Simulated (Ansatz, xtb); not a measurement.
## C3H11PSi: which of two isomers lies lower

We compare a, `C[SiH2]P(C)C`, a singlet, with b, `CC[Si@H](C)P`, a singlet. Both are isolated molecules in the gas phase, relaxed with B3LYP/def2-SVP; each stands in its lowest conformer found.

a (Å):

```yaml
atoms:
  - { symbol: C, position_ang: [-2.0674, -1.3758, 0.7786] }
  - { symbol: C, position_ang: [0.1340, 2.5543, -1.0540] }
  - { symbol: C, position_ang: [-2.6572, 2.3110, -0.4093] }
  - { symbol: P, position_ang: [-1.2730, 1.3247, -1.2038] }
  - { symbol: Si, position_ang: [-0.7416, -0.0495, 0.5373] }
  - { symbol: H, position_ang: [-1.7828, -2.0661, 1.5891] }
  - { symbol: H, position_ang: [-3.0387, -0.9276, 1.0425] }
  - { symbol: H, position_ang: [-2.2012, -1.9650, -0.1424] }
  - { symbol: H, position_ang: [-0.5610, 0.7307, 1.8062] }
  - { symbol: H, position_ang: [0.5687, -0.6936, 0.2104] }
  - { symbol: H, position_ang: [1.0751, 2.0717, -1.3601] }
  - { symbol: H, position_ang: [-0.0523, 3.3898, -1.7476] }
  - { symbol: H, position_ang: [0.2586, 2.9636, -0.0382] }
  - { symbol: H, position_ang: [-2.3900, 2.7355, 0.5723] }
  - { symbol: H, position_ang: [-3.5443, 1.6695, -0.2897] }
  - { symbol: H, position_ang: [-2.9359, 3.1364, -1.0839] }
```

b (Å):

```xyz
16

C     0.3502    2.2430    0.8245
C     0.5778    1.3856   -0.4276
C    -1.9381   -0.4516   -0.0638
P     0.9334   -1.7238    1.2220
Si   -0.0701   -0.4011   -0.3593
H     0.7510    3.2621    0.6962
H     0.8425    1.8085    1.7100
H    -0.7217    2.3437    1.0628
H     1.6547    1.3391   -0.6696
H     0.0984    1.8593   -1.3051
H     0.2382   -1.0527   -1.6709
H    -2.4688    0.1252   -0.8394
H    -2.2053   -0.0249    0.9166
H    -2.3130   -1.4870   -0.0949
H     2.2593   -1.2815    0.9173
H     0.7673   -0.7868    2.2909
```

Quicker runs give these differences E(b) − E(a): GFN2-xTB +4.3 kcal/mol; HF/STO-3G +1.4 kcal/mol (at GFN2-xTB geometries); r2SCAN-D4/def2-SVP −3.3 kcal/mol (at GFN2-xTB geometries).

Question: Estimate E(b) − E(a) at the level CCSD(T)/def2-SVP + ΔMP2/def2-TZVPP.

Answer: Calculated at CCSD(T)/def2-SVP + ΔMP2/def2-TZVPP: E(b) − E(a) = −3.0 kcal/mol, so structure b lies lower.

Level by level:

```json
{"level": "GFN2-xTB", "geometry": "GFN2-xTB", "E(b) − E(a) (kcal/mol)": "+4.3", "departure from the last row (kcal/mol)": "+7.3", "job, with rough time for the two": "optimisation, 0.12 s"}
{"level": "HF/STO-3G", "geometry": "GFN2-xTB", "E(b) − E(a) (kcal/mol)": "+1.4", "departure from the last row (kcal/mol)": "+4.4", "job, with rough time for the two": "single point, 0.24 s"}
{"level": "r2SCAN-D4/def2-SVP", "geometry": "GFN2-xTB", "E(b) − E(a) (kcal/mol)": "−3.3", "departure from the last row (kcal/mol)": "−0.3", "job, with rough time for the two": "single point, 2.7 s"}
{"level": "B3LYP/def2-SVP", "geometry": "B3LYP/def2-SVP", "E(b) − E(a) (kcal/mol)": "−4.2", "departure from the last row (kcal/mol)": "−1.3", "job, with rough time for the two": "optimisation, 19 s"}
{"level": "HF/def2-SVP", "geometry": "B3LYP/def2-SVP", "E(b) − E(a) (kcal/mol)": "−4.7", "departure from the last row (kcal/mol)": "−1.7", "job, with rough time for the two": "part of the CCSD(T) run"}
{"level": "MP2/def2-SVP", "geometry": "B3LYP/def2-SVP", "E(b) − E(a) (kcal/mol)": "−5.0", "departure from the last row (kcal/mol)": "−2.0", "job, with rough time for the two": "part of the CCSD(T) run"}
{"level": "CCSD(T)/def2-SVP", "geometry": "B3LYP/def2-SVP", "E(b) − E(a) (kcal/mol)": "−5.5", "departure from the last row (kcal/mol)": "−2.5", "job, with rough time for the two": "single point"}
{"level": "CCSD(T)/def2-SVP + ΔMP2/def2-TZVPP", "geometry": "B3LYP/def2-SVP", "E(b) − E(a) (kcal/mol)": "−3.0", "departure from the last row (kcal/mol)": "", "job, with rough time for the two": "single point, 28 s"}
```

As drawn, b has 1 C–C, 1 C–Si, 2 P–H in place of 2 C–P, 1 C–H, 1 Si–H.

GFN2-xTB, HF/STO-3G put the two in the other order. The largest departure from CCSD(T)/def2-SVP + ΔMP2/def2-TZVPP is that of GFN2-xTB, 7.3 kcal/mol. The last row adds to CCSD(T) the change of the MP2 difference between the two basis sets, here +2.5 kcal/mol.

With thermal terms from frequencies at re-optimised GFN2-xTB minima (ideal gas, soft modes damped towards free rotors, one conformer each, 298.15 K, 1 atm): the zero-point term adds +0.2 kcal/mol; ΔH is −2.9 and ΔG −3.1 kcal/mol.

The correlated steps freeze 13 core orbitals. Mirror images aren't counted in ΔG. Codes used: Ansatz 0.2.0, xtb 6.7.1; the last row on 4 threads of Arm Neoverse V2 on a shared host.

Isomer b is modestly favoured, and the thermal terms barely alter that, as expected for two open-chain molecules with the same atoms and similar flexibility. The preference probably comes from the exchange of bonds: b gives up two relatively weak P–C bonds, one C–H bond and one Si–H bond, and gains two P–H bonds, a C–C bond and a further Si–C bond, a set that is probably slightly stronger in total. Much of this cancels, so the net difference is small.

Hartree–Fock in the split-valence basis already favours b, and correlation in that basis only strengthens the preference, so the ordering doesn't depend on electron correlation. The size of the gap is less secure than its sign, because enlarging the basis shifts it by +2.5 kcal/mol, nearly as much as the final difference itself. The closeness of r2SCAN-D4 to the final value therefore probably owes something to compensating errors. The energy difference says nothing about how readily the isomers interconvert, which would require breaking and remaking strong bonds.
